PtSe2 (CdI2 type, starting cell a = 3.724, c = 5.062 Å, not relaxed) deformed along c at fixed volume and fractional coordinates. Ansatz 0.2.0, plane-wave PAW, LDA, scalar-relativistic, no spin polarisation, cutoff 420 eV, 18×18×10 k mesh, Fermi-Dirac smearing of 0.02 eV. Energies are free energies relative to the starting cell; pressure is positive in compression.

| axial ratio (over its starting value) | energy change (meV/atom) | pressure (GPa) | gap on mesh (eV) |
| --- | --- | --- | --- |
| 0.8 | 110.7 | -7.60 | 0.000 |
| 0.85 | 54.8 | -5.79 | 0.000 |
| 0.92 | 10.5 | -3.22 | 0.000 |
| 0.96 | 0.6 | -1.80 | 0.000 |
| 1 | 0.0 | -0.47 | 0.000 |
| 1.05 | 10.4 | 1.04 | 0.000 |
| 1.1 | 31.1 | 2.36 | 0.000 |
| 1.2 | 95.3 | 4.30 | 0.219 |
| 1.3 | 182.5 | 5.39 | 0.000 |

**Q: Which is harder, flattening this crystal or elongating it?**

A: They cost nearly the same, about 0.1 eV per atom for a change of 20 % in either direction. The axial ratio is c/a divided by its starting value, and a ratio of 0.8 is a larger step than 1.2, because it means division by 1.25. So 111 against 95 meV/atom doesn't show that flattening is harder. Multiplication by 1.25 would fall between the last two rows, where interpolation gives more than 111 meV/atom: for equal factors from the starting cell, elongating costs somewhat more.

**Q: The lowest energy printed is at 1. Is the starting cell the equilibrium shape?**

A: Not quite. The stresses at that row show tension of 1.2 GPa along c but only 0.1 GPa in the plane, so at fixed volume the crystal would gain by becoming a little flatter. The two stresses balance near a ratio of 0.98, less than 1 meV/atom below the starting cell. Measured from that minimum, the energy grows roughly as the square of the logarithm of the ratio, so twice the deformation costs about four times as much. Counted from there, flattening is slightly the harder direction: the rows at 0.8 and 1.2 lie almost equally far from the minimum, by factors of 1.23 and 1.22, yet the table gives 111 meV/atom for the first and 95 for the second.

**Q: How do stresses tell you about energies?**

A: When the ratio grows at fixed volume, c lengthens by two thirds of the logarithmic change and each in-plane length shrinks by one third. With compression counted as positive, the work is therefore

energy step = ⅔ × volume × (in-plane stress − axial stress) × change in ln(ratio).

Take the step from 1.1 to 1.2. The stress difference averages 8.7 GPa, the volume is 20.27 Å³ per atom, and ln(1.2/1.1) is 0.087. With 1 GPa·Å³ = 6.24 meV this gives 64 meV/atom, as does the table (95.3 − 31.1). The agreement shows that the stress difference and the energies are consistent. An error common to all three directions would cancel in it, so the pressure itself isn't tested, and it doesn't yet say which bonds resist. The other steps are in the output below.

**Q: Then what resists? Are the Pt–Se bonds being stretched or squeezed?**

A: Bond length alone can't explain it. At 1.1 and 1.3 the Pt–Se distance is the same, 2.48 Å, yet the energies differ by 151 meV/atom. What differs is the shape: the Se–Pt–Se angle within one face of the octahedron falls from 93° to 87°, the atoms are crowded together in the plane, and the layer thickens by as much as the gap between the layers widens. Flattening is different: there the bonds do stretch, from 2.50 Å at the start to 2.56 Å at 0.8, and should carry part of the cost.

The stresses show in which direction most of the resistance lies. From 1 to 1.3, about 126 of 182 meV/atom is done against in-plane stress, and on the flattening side practically all of it is. This divides the cost by direction, at this particular volume, and not by type of bond. In particular, the axial share isn't simply the pull between layers: with clamped coordinates it also pays for thickening each layer. At 1.3 the force on a selenium atom times half of c, divided by the cell volume, is 4.4 GPa, as large as the whole axial tension. Nearly all of that tension therefore sits in one of the two halves, the thickened layer or the widened gap, and the direction of the force decides which. The chemical reading is that each layer is a continuous covalent network, which resists changes of its bond lengths, angles and Se–Se contacts, whereas the layers hold each other more weakly.

**Q: At 1.2 the PtSe₆ octahedron becomes regular. Shouldn't that give a second minimum?**

A: The geometry is right: the angle there is 90° and the Pt–Se distance is at its shortest. But a regular octahedron doesn't make the crystal cubic. The selenium sheets are stacked in hexagonal and not cubic packing, and platinum fills only every second layer of holes between them, so the c axis remains different from all others. Along a path that passes through a cubic crystal, symmetry makes the stresses equal and the energy slope zero. Here they differ by 11 GPa at 1.2, the energy is climbing steeply, and the sampled rows show only the one minimum near 0.98.

**Q: If the volume never changes, why does the pressure?**

A: The pressure is an average over three directions, and it tells whether the crystal would like to expand or shrink as a whole. Flattening stretches the stiff layers, which pull inward and make the pressure negative; elongation squeezes them and makes it positive. At 1.3 the average of 5.4 GPa hides 10.3 GPa of compression in the plane and 4.4 GPa of tension along c. Zero pressure, near 1.02, is therefore no sign that the shape is relaxed.

**Q: Can I trust the gap at 1.2, and the last digits of the energies?**

A: The gap of 0.2 eV is one row between two gapless ones, but it doesn't come from nowhere. Relative to the starting cell, the free energy exceeds its zero-smearing estimate by 0.09, 0.26 and 0.50 meV per cell at 1.05, 1.1 and 1.2, and by 0.20 at 1.3. The smearing entropy, and with it the number of states near the Fermi level, falls steadily towards 1.2 and then partly returns. The k mesh can miss the band edges, so the true gap of this calculation may be smaller, and spin–orbit coupling, which is left out, can shift the bands. In the other direction, LDA usually makes gaps too small. Weaker Se–Se overlap between the layers might help to open the gap, and in-plane squeezing might close it again by broadening the bands, but that is a guess until the bands themselves are plotted.

For the energies, smearing shifts the differences by less than 0.2 meV/atom. But it is narrow for a metallic cell, which makes the result depend more on the k mesh, and no other mesh was tried here; the LDA also ran on PAW datasets made for PBE. The last printed digit is therefore not assured. A larger limit is that the atoms were held at fixed fractional coordinates, so each layer thickens in proportion to c. At 1.3 a force of 0.56 eV/Å remains on each selenium atom. Letting the atoms move would lower the total energy of every row, the starting cell included, by amounts not computed here. The differences in the table could therefore rise or fall, and the minimum could shift. LDA also lacks the long-range dispersion forces between layers and tends to overbind them at short range, so the part of the stress along c that comes from the gap is probably less reliable than the stress in the plane. The energies describe a crystal with clamped atoms, and they don't measure the cost of pulling its layers apart.

Output of the analysis:

```
Geometry at fixed volume:
   row  a in Å  c in Å  Pt-Se in Å  Se-Pt-Se angle in degrees  Se-Se across the gap in Å
   0.8   4.012   4.362        2.56                      103.2                      3.181
  0.85   3.931   4.542       2.538                      101.5                      3.211
  0.92   3.829   4.788       2.514                       99.2                      3.259
  0.96   3.775   4.926       2.503                      97.89                       3.29
   1.0   3.724   5.062       2.495                      96.54                       3.32
  1.05   3.664   5.229       2.487                      94.89                      3.362
   1.1   3.608   5.394       2.481                      93.28                      3.408
   1.2   3.504   5.716       2.477                      90.05                      3.502
   1.3   3.412    6.03       2.481                      86.89                        3.6
Stress and energy steps:
   row  in-plane stress GPa  axial stress GPa  Se force eV/Å  step from stress meV/atom  step in table meV/atom
   0.8               -11.82            0.8554         0.2724                        n/a                     n/a
  0.85                -8.83             0.297         0.3027                     -55.75                   -55.9
  0.92               -4.596           -0.4753         0.2818                     -44.21                   -44.3
  0.96               -2.278             -0.86         0.2324                     -9.941                    -9.9
   1.0              -0.1111            -1.187         0.1614                      -0.59                    -0.6
  1.05                2.369            -1.604         0.0457                      10.39                    10.4
   1.1                4.531            -1.975        -0.0912                      20.56                    20.7
   1.2                7.962            -3.009        -0.3511                      64.13                    64.2
   1.3                10.29            -4.407        -0.5596                      86.64                    87.2
Ratio at which the octahedron is regular, from the starting geometry: 1.201
Ratio at the energy minimum, from balanced stresses: 0.9825
Depth of that minimum below the starting cell, meV/atom: 0.7986
Ratio at which the mean pressure is zero: 1.016
In-plane work from 1 to 1.3, meV/atom: 125.6
Axial work from 1 to 1.3, meV/atom: 56.09
In-plane work from 1 to 0.8, meV/atom: 114.1
Axial work from 1 to 0.8, meV/atom: -3.569
Energy at 1.3 less energy at 1.1, meV/atom: 151.4
Energy over squared log distance from the minimum at 0.8, meV/atom: 2639
Energy over squared log distance from the minimum at 1.3, meV/atom: 2338
Largest smearing shift of a relative energy, meV/atom: 0.1667
```
